Dear colleague,

The semiclassical transition-state rates you compare with your low-temperature OH + H$_2$ kinetics rest on a tunnelling formula that knows only the top of the barrier. Here is where it goes wrong, by how much for four hydrogen transfers, and why the exothermicity decides the matter. Energies are molar, so $\hbar\omega$ means $N_A\hbar\omega$ and $\beta=1/RT$.

**The VPT2 action.** Miller and co-workers (1990) write the saddle-point energy to second order in vibrational perturbation theory (VPT2) and continue the reaction mode $F$ by $\omega_F=i\omega$ and $n_F+\tfrac12=i\theta/\pi$. Let $\Delta E$ be the depth below the barrier top and $\Omega$ the barrier frequency including the couplings to the other modes. Then

$$\Delta E=\hbar\Omega\,\frac{\theta}{\pi}+x_{FF}\frac{\theta^2}{\pi^2},\qquad P=\frac{1}{1+e^{2\theta}} .$$

For $x_{FF}<0$ the root that vanishes at the top is

$$\theta_{\rm V}=\frac{2\pi D}{\hbar\Omega}\left[1-\sqrt{1-\Delta E/D}\right],\qquad D=\frac{(\hbar\Omega)^2}{4|x_{FF}|},$$

which is real only for $\Delta E\le D$. In one dimension $\Omega=\omega$ and, with mass-weighted third and fourth derivatives $f_3,f_4$ at the top, $D=4\omega^4/(f_4+5f_3^2/3\omega^2)$. No asymptotic energy enters. For the barrier $V_0/(1+x^2/a^2)$ this gives $D=2V_0/3$, and the action is complex over the lowest third of the tunnelling range.

**The Eckart action.** Let $V_1\le V_2$ be the barrier heights seen from the higher and the lower asymptote, $p=\sqrt{V_1}$, $q=\sqrt{V_2}$, and measure $E=V_1-\Delta E$ from the higher asymptote. With $s=1/(1+e^{-x/L})$,

$$V=-(V_2-V_1)\,s+(p+q)^2s(1-s).$$

The maximum $V_1$ lies at $s=p/(p+q)$, with $m\omega^2=2p^2q^2/[(p+q)^2L^2]$. In $\theta=\hbar^{-1}\int\sqrt{2m(V-E)}\,dx$ put $dx=L\,ds/[s(1-s)]$ and $V-E=(p+q)^2(s-s_1)(s_2-s)$. Splitting $1/[s(1-s)]=1/s+1/(1-s)$ gives the integral $\pi[1-\sqrt{s_1s_2}-\sqrt{(1-s_1)(1-s_2)}]$, and the values of $V-E$ at $s=0$ and $s=1$ give $s_1s_2=(V_1-\Delta E)/(p+q)^2$ and $(1-s_1)(1-s_2)=(V_2-\Delta E)/(p+q)^2$. Eliminating $L$,

$$\theta_{\rm E}=c\left[p+q-\sqrt{V_1-\Delta E}-\sqrt{V_2-\Delta E}\right],\qquad c=\frac{2\pi}{\hbar\omega}\frac{pq}{p+q}.$$

For $V_1=V_2$ this is $\theta_{\rm V}$ with $D=V_1$. VPT2 therefore always tunnels through a symmetric Eckart barrier of height $D$, whatever the reaction.

**Matching.** Both actions begin with $\pi\Delta E/\hbar\omega$. Equating the quadratic terms, or inserting $f_3$ and $f_4$ of the Eckart potential, gives

$$D=\frac{V_1V_2}{V_1+V_2-\sqrt{V_1V_2}}=\frac{V_1}{1-r+r^2},\qquad r=\sqrt{V_1/V_2},$$

and the cubic terms differ:

$$\theta_{\rm E}-\theta_{\rm V}=\frac{2\pi}{\hbar\omega}\frac{(p-q)^2}{16\,p^3q^3}\,\Delta E^3+\dots$$

For finite barriers VPT2 thus reproduces the WKB action only if $V_1=V_2$. Since $V_1\le D\le 4V_1/3$, with the maximum at $r=1/2$, the VPT2 action of an Eckart barrier stays real over the whole range $\Delta E\le V_1$. Its fault there is quieter: it comes out too small. At threshold, with $\alpha_i=2\pi V_i/\hbar\omega$,

$$\theta_{\rm E}=\frac{2\alpha_1}{1+r+\sqrt{1-r^2}},\qquad \theta_{\rm V}=\frac{\alpha_1}{1+\sqrt{r(1-r)}},$$

and VPT2 overstates $P$ by the factor $e^{2\alpha_1g(r)}$, where $g=(\theta_{\rm E}-\theta_{\rm V})/\alpha_1$.

A temperature follows. The thermal integrand $e^{\beta\Delta E-2\theta}$ peaks where $2\,d\theta/d\Delta E=\beta$, which first happens below the top at the crossover $T_c=\hbar\omega/2\pi R$. The slope of $\theta_{\rm E}$ diverges at threshold, so its peak stays above the asymptote at every temperature. The slope of $\theta_{\rm V}$ there is finite, $(\pi/\hbar\omega)/\sqrt{r(1-r)}$, so below

$$T^*=T_c\sqrt{r(1-r)}$$

the VPT2 integrand is still rising when the energy scale ends.

**Four reactions.** Each is modelled as a one-dimensional Eckart barrier. The inputs $V_1$, $V_2$, $\hbar\omega$ are approximate typical values for the bare potential, without zero-point energies; 14.5 kJ/mol corresponds to $\omega=2.28\times10^{14}$ s$^{-1}$. The second and fourth reactions belong to the H$_2$/O$_2$ radical chemistry of in-situ steam oxidation of silicon, the third to silane deposition. All are written downhill, energies are in kJ/mol, and the actions refer to $\Delta E=V_1$.

| Model | $V_1$ | $V_2$ | $\hbar\omega$ | $r$ | $D$ | $\theta_{\rm E}$ | $\theta_{\rm V}$ | $e^{2\alpha_1g}$ | $T_c$/K | $T^*$/K |
|---|---|---|---|---|---|---|---|---|---|---|
| H + H$_2$ | 40 | 40 | 18 | 1 | 40.0 | 13.96 | 13.96 | 1 | 345 | 0 |
| H + OH → O + H$_2$ | 42 | 54 | 22 | 0.88 | 46.9 | 10.19 | 9.07 | 9.5 | 421 | 136 |
| H + SiH$_4$ → H$_2$ + SiH$_3$ | 22 | 76 | 16 | 0.54 | 29.3 | 7.26 | 5.77 | 20 | 306 | 153 |
| OH + H$_2$ → H$_2$O + H | 23 | 90 | 14.5 | 0.51 | 30.7 | 8.42 | 6.64 | 35 | 278 | 139 |

**The trend.** $\theta_{\rm E}$ is a sum of two square roots, one branching at each asymptote, weighted so that the slope at the top is fixed. VPT2 replaces them by a single root branching at $D$. At $r=1$ the two roots coincide and nothing is lost. As $r\to0$ the root in $V_2$ becomes flat, one root remains and $D\to V_1$, so the discrepancy fades again in the limit of infinite exothermicity. In between, $g$ has a broad maximum of 0.204 at $r=0.23$. Near symmetry it rises as $(1-1/\sqrt2)\sqrt{1-r}=0.29\sqrt{1-r}$, which is why 12 kJ/mol of asymmetry in the second row already yields $g=0.094$ and, with $\alpha_1=12.0$, a factor of 9.5. The last two rows have nearly equal shape, $g=0.173$ and $0.178$; the OH + H$_2$ model suffers more because its softer frequency makes the barrier thicker, $\alpha_1=9.97$ against $8.64$. Both lie near $r=1/2$, where the fictitious barrier overshoots $V_1$ by a third and $T^*$ reaches its largest fraction of $T_c$, one half.

**What reaches the rate.** The threshold factor is the worst case. The tunnelling factor is

$$\kappa(T)=\beta\int_{-\infty}^{V_1}\frac{e^{\beta\Delta E}}{1+e^{2\theta}}\,d\Delta E,$$

and for the OH + H$_2$ model numerical integration gives:

| $T$/K | $\kappa_{\rm E}$ | $\kappa_{\rm V}$ | $\kappa_{\rm V}/\kappa_{\rm E}$ |
|---|---|---|---|
| 300 | 4.0 | 4.2 | 1.03 |
| 200 | 33 | 40 | 1.20 |
| 150 | $7.5\times10^2$ | $1.2\times10^3$ | 1.6 |

Above $T_c$ the weight sits near the top, where the shortfall is cubic in $\Delta E$; oxidation and deposition tools run far above every $T_c$ in the first table and hardly see it. It grows quickly as $T$ approaches $T^*$.

Two terms beyond WKB need sizing. The exact Eckart transmission is

$$P=\frac{2\sinh A\sinh B}{\cosh(A+B)+\cosh\delta},$$

with $A=2c\sqrt{E}$, $B=2c\sqrt{E+V_2-V_1}$ and $\delta=2\sqrt{\alpha_1\alpha_2-\pi^2/4}$. For large arguments it becomes $1/(1+e^{\delta-A-B})$, while $2\theta_{\rm E}=2\sqrt{\alpha_1\alpha_2}-A-B$. First, the exponent is therefore lower by about $\pi^2/(4\sqrt{\alpha_1\alpha_2})$, which is 0.125 for $\sqrt{\alpha_1\alpha_2}=19.7$ and raises deep transmission by 1.13. This is the order in $\hbar$ at which the VPT2 constant $G_0$ enters, and both $\kappa$ columns omit it. It exceeds the deep-tunnelling effect at 300 K and rivals it at 200 K. Second, the exact $P$ vanishes at threshold through the factor $1-e^{-2A}$, but $2A$ reaches one already at $E=0.033$ kJ/mol, small against $RT=1.2$ kJ/mol at 150 K.

These $\kappa$ are the model's. A factor of a few at room temperature and of tens at 200 K is the typical order for this reaction, but read no more into it: $2\theta_{\rm E}=6.5$ at $\Delta E=13$ kJ/mol, near the peak of the 200 K integrand, and $\theta\propto1/\omega$, so a 10 % change of frequency moves $\kappa$ by roughly a factor of two. Zero-point shifts and mode couplings act through the same exponent.

**The repair.** Evaluate $\theta_{\rm E}$ for each state of the other modes with $\Omega$ in place of $\omega$ and with the adiabatic barrier heights of that state as $V_1$ and $V_2$. The action is then real down to threshold and branches at the right energies. The price is that three parameters fix $D$, so the computed $x_{FF}$ is discarded, and a real barrier need not obey the Eckart relation. Wagner (2013) keeps both by joining three Eckart segments, the central one carrying the saddle-point curvature and anharmonicity, the outer ones the energetics. Neither version describes pre-reactive wells or tunnelling paths that cut far from the saddle. When a calculation is set beside your data, ask for $\hbar\Omega$, $D$, $V_1$ and $V_2$. If $D<V_1$, the lowest energies had no real action and were handled by some rule you should be told. If $D>V_1$, the VPT2 integrand reaches threshold at $T_c\sqrt{1-V_1/D}$ with $T_c=\hbar\Omega/2\pi R$, and unrepaired rates near that temperature depend on a barrier base that the reaction does not have.